When more k-points give a larger gap

The question

In a cell of two atoms, going from a single k-point to a few tens of them can change a computed gap by about 2 eV. Between two meshes of a few hundred points each, the change can still be a few tenths of an eV. The first change is easy to accept, since a single point says little about a whole band. The second matters more in practice, because a mesh of that size may seem safe for so small a cell.

A k-point labels one way in which the phase of an electron wave advances from cell to cell. A mesh written 6x6x4 divides the three axes of the space of such labels into six, six and four parts. The "gap on mesh" is the lowest empty level minus the highest filled one, wherever on the mesh each is found. The "direct gap on mesh" is the smallest such difference with both levels at the same point.

Kohn-Sham gaps of TiO in a fixed two-atom cell, computed with Ansatz 0.2.0 using scalar-relativistic PBEsol without spin polarization, PAW and a plane-wave cutoff of 420 eV. The k meshes are Gamma-centred, and the occupations use Gaussian smearing with a width of 0.1 eV.

```
k mesh  gap on mesh (eV)  direct gap on mesh (eV)
 1x1x1             2.273                    2.273
 4x4x2             0.414                    0.414
 4x4x4                 ?                        ?
 6x6x4                 ?                        ?
 6x6x6             0.105                    0.335
 8x8x6             0.373                    0.422
```

What would the two hidden meshes, 4x4x4 and 6x6x4, give?

What the known rows show

The gap does not settle steadily. It falls to 0.105 eV at 6x6x6 and then rises to 0.373 eV at 8x8x6, although the latter has more points. The direct gap rises too, but only by about a third as much.

These are gaps of a model crystal. The cell is strongly stretched and slightly distorted, and its lattice is nearly hexagonal, whereas ordinary TiO has an arrangement based on cubic rock salt. The calculation also allows no magnetic moment, which titanium with two d electrons might well prefer. Ordinary TiO is a metal, and its properties should not be read from this table. The effect of the mesh can still be studied, since the atoms stay fixed.

Why a denser mesh can see less

Suppose first that the potential felt by the electrons is the same in every run. The band energies are then fixed curves, and a mesh merely reads them at chosen points. Adding points while keeping the old ones can only find a higher filled level or a lower empty one. The gap then falls or stays, and every sampled gap is an upper bound to the true one.

The important condition is that the old points are kept. The meshes here all include the centre of the zone. All points of 4x4x2 then belong also to 4x4x4 and to 8x8x6. Most points of 6x6x6 do not belong to 8x8x6, because a sixth is not a whole number of eighths. If the band edges lie near a point at sixths, 8x8x6 can step over them and report a larger gap.

The gap is more exposed to this than the direct gap. At 6x6x6 it is smaller than the direct gap, so the highest filled and the lowest empty level sit at different points. The mesh has to come close to two separate places at once.

The forecast

The simple model averages two known values. One comes from the mesh with the same first two divisions, the other from 8x8x6, the densest mesh. For 6x6x4 this is a compromise between meeting the low-gap region again and stepping over it:

gap at 6x6x4 = (0.105 + 0.373) / 2 = 0.24 eV

The same rule gives the other values. The ranges are judgements and not statistical errors.

4x4x4, gap: 0.39 eV, range 0.10 to 0.45 eV
4x4x4, direct gap: 0.42 eV, range 0.30 to 0.45 eV
6x6x4, gap: 0.24 eV, range 0.00 to 0.42 eV
6x6x4, direct gap: 0.38 eV, range 0.25 to 0.45 eV

In words, 4x4x4 should stay at or a little below 4x4x2, and 6x6x4 should lie between 6x6x6 and 8x8x6.

A different view is that the gap settles smoothly. Near a band edge the energy changes with the square of the distance, so the error should shrink with the squared spacing of the points. A constant plus such a term, fitted to the four known rows, gives 0.33 eV for 4x4x4 and 0.27 eV for 6x6x4. The single-point row largely fixes the slope, so the fitted constants have no physical meaning.

The computed values

The withheld rows as computed:

```
k mesh  gap on mesh (eV)  direct gap on mesh (eV)
 4x4x4             0.421                    0.423
 6x6x4             0.151                    0.333
```

All four values fall inside their ranges, but the ranges were wide. The gap at 4x4x4 is 0.03 eV above the forecast, and its direct gap agrees to within 0.01 eV. At 6x6x4 the gap is 0.09 eV below the forecast and the direct gap 0.05 eV below.

The forecast in words was not right throughout. Both values at 4x4x4 lie slightly above those at 4x4x2, by less than 0.01 eV, where a fixed potential would allow no rise. Each run finds its own electron density and hence its own potential, which is the likely reason. The gap at 6x6x4 does lie between those of 6x6x6 and 8x8x6, but the direct gap is below that of 6x6x6, by about 0.001 eV before rounding, which a slight change of the density could cause.

The smooth law does worse for both gaps. It is about 0.1 eV too low at 4x4x4 and about 0.1 eV too high at 6x6x4. It knows only how many points there are, and therefore misses most of the drop between these two meshes. The printed analysis after this text gives the details.

Two families of meshes

Leaving the single point aside, the rows fall into two groups. Meshes with four or eight divisions along the first two axes have gaps near 0.4 eV. Those with six have gaps between 0.10 and 0.15 eV. The direct gaps sort in the same way, near 0.42 eV and near 0.33 eV.

This also explains the larger miss. Averaging with 8x8x6 pulled the forecast for 6x6x4 towards the wrong family. Simply carrying over the gap of 6x6x6 would have missed by only 0.05 eV, but that is hindsight. The third axis matters less in the two pairs that test it: from 4x4x2 to 4x4x4, and from 6x6x4 to 6x6x6.

Is a missed band edge large enough?

Each run also reports where its band edges lie, as fractions of the three axes. On both meshes with six divisions along the first two axes, the highest filled level is at (1/3, 1/3, 0). The meshes with four or eight divisions do not contain that point, and they find their highest filled level at (0, 0, 1/2). In a nearly hexagonal lattice like this one, (1/3, 1/3, 0) is a corner of the zone, often called K. A centred mesh reaches it only if its first two divisions are multiples of three.

The lowest empty level lies on the line through the centre along the third axis. It is found at 1/4 of that axis on 4x4x4 and 6x6x4, and at 1/3 on 6x6x6 and 8x8x6. These four meshes let the two effects be told apart. Going from four to six divisions on the third axis lowers the gap by about 0.05 eV in either family. Missing the corner raises it by about 0.27 eV, whichever third division is used.

One of the nearest points of 8x8x6 is (3/8, 3/8, 0), which is off by 1/24 along each of the first two axes. The first two cell edges meet at a wide angle, 121.6°, so their vector sum is only about 3 Å long. Half of that sets the length of the combined step:

q = (1/24) × 2π / (1.5 Å) ≈ 0.17 Å⁻¹

For an electron of ordinary mass m, with ħ the reduced Planck constant, the energy changes over this step by

ħ²q² / 2m ≈ 3.8 eV Å² × (0.17 Å⁻¹)² ≈ 0.1 eV

The computed rise from 6x6x6 to 8x8x6 is 0.27 eV. Since 8x8x6 finds its highest filled level elsewhere, at (0, 0, 1/2), the band near the missed corner must have fallen by at least about that much. The order of magnitude is right, but the band is steeper there than the estimate assumes.

A further run of the same cell, on a 12x12x8 mesh, tests the role of the missed corner. Along the first two axes it contains the quarters as well as the sixths. With both on offer, it again finds the highest filled level at (1/3, 1/3, 0), and its gap is about 0.12 eV. The larger gaps of the other family therefore come mainly from a missing point. The density also differs a little from run to run. To measure its share, one would keep the potential of one run and read its bands on all the meshes.

What to do with such a series

The trap is false convergence. From 4x4x2 to 4x4x4 the number of points doubles and the gap moves by less than 0.01 eV, which looks settled. The next mesh, 6x6x4, then gives a gap 0.27 eV smaller. Two meshes that share most of their important points can agree because they overlook the same thing.

A convergence test should therefore change the family of divisions as well as the number of points. Twelve divisions are a good check, because they contain both the quarters and the sixths. 
For the potential of the 6x6x6 run, the true gap is at most 0.105 eV. The 12x12x8 run, with many more points, still finds about 0.12 eV, so a small gap is more likely than an overlap of the bands. This is not proof, since a band edge can still lie between the points and the occupations were smeared by 0.1 eV, as much as the gap itself. PBEsol also tends to give gaps that are too small, and no mesh can mend that.

How much this matters depends on where the band edges lie. In magnesium oxide both are at the centre of the zone, so every mesh that includes the centre meets them, and the gap settles once the density does. In graphene the filled and empty bands touch at the corner of the hexagonal zone, so a centred mesh whose divisions are not multiples of three reports a gap where there is none. In silicon the lowest empty level lies part of the way along an axis, at no simple fraction, and the sampled gap can go up and down with the mesh as it does here.

The analysis program printed:

```
Mesh points and indirectness:
    row  points in full mesh  direct gap less gap (eV)
  1x1x1                    1                         0
  4x4x2                   32                         0
  4x4x4                   64                     0.002
  6x6x4                  144                     0.182
  6x6x6                  216                      0.23
  8x8x6                  384                     0.049
Gap change from 1x1x1 to 4x4x2 (eV): -1.859
Gap change from 6x6x6 to 8x8x6 (eV): 0.268
Direct gap change from 6x6x6 to 8x8x6 (eV): 0.087
Gap change from 4x4x2 to 8x8x6 (eV): -0.041
Direct gap change from 4x4x2 to 8x8x6 (eV): 0.008
Forecast gap at 4x4x4 (eV): 0.3935
Computed gap at 4x4x4 (eV): 0.421
Computed less forecast gap at 4x4x4 (eV): 0.0275
Forecast direct gap at 4x4x4 (eV): 0.418
Computed direct gap at 4x4x4 (eV): 0.423
Computed less forecast direct gap at 4x4x4 (eV): 0.005
Forecast gap at 6x6x4 (eV): 0.239
Computed gap at 6x6x4 (eV): 0.151
Computed less forecast gap at 6x6x4 (eV): -0.088
Forecast direct gap at 6x6x4 (eV): 0.3785
Computed direct gap at 6x6x4 (eV): 0.333
Computed less forecast direct gap at 6x6x4 (eV): -0.0455
Gap change from 4x4x2 to 4x4x4 (eV): 0.007
Direct gap change from 4x4x2 to 4x4x4 (eV): 0.009
Gap at 6x6x4 less gap at 6x6x6 (eV): 0.046
fit of gap_on_mesh on 4 rows: constant 0.1965 +/- 0.087, coefficient of h2 2.076 +/- 0.17; rms 0.102, worst 6x6x6 0.149, leave-one-out rms 0.163
  rows outside the fit (model, value, miss): 4x4x4 0.3262, 0.421, -0.0948; 6x6x4 0.2721, 0.151, 0.121
```
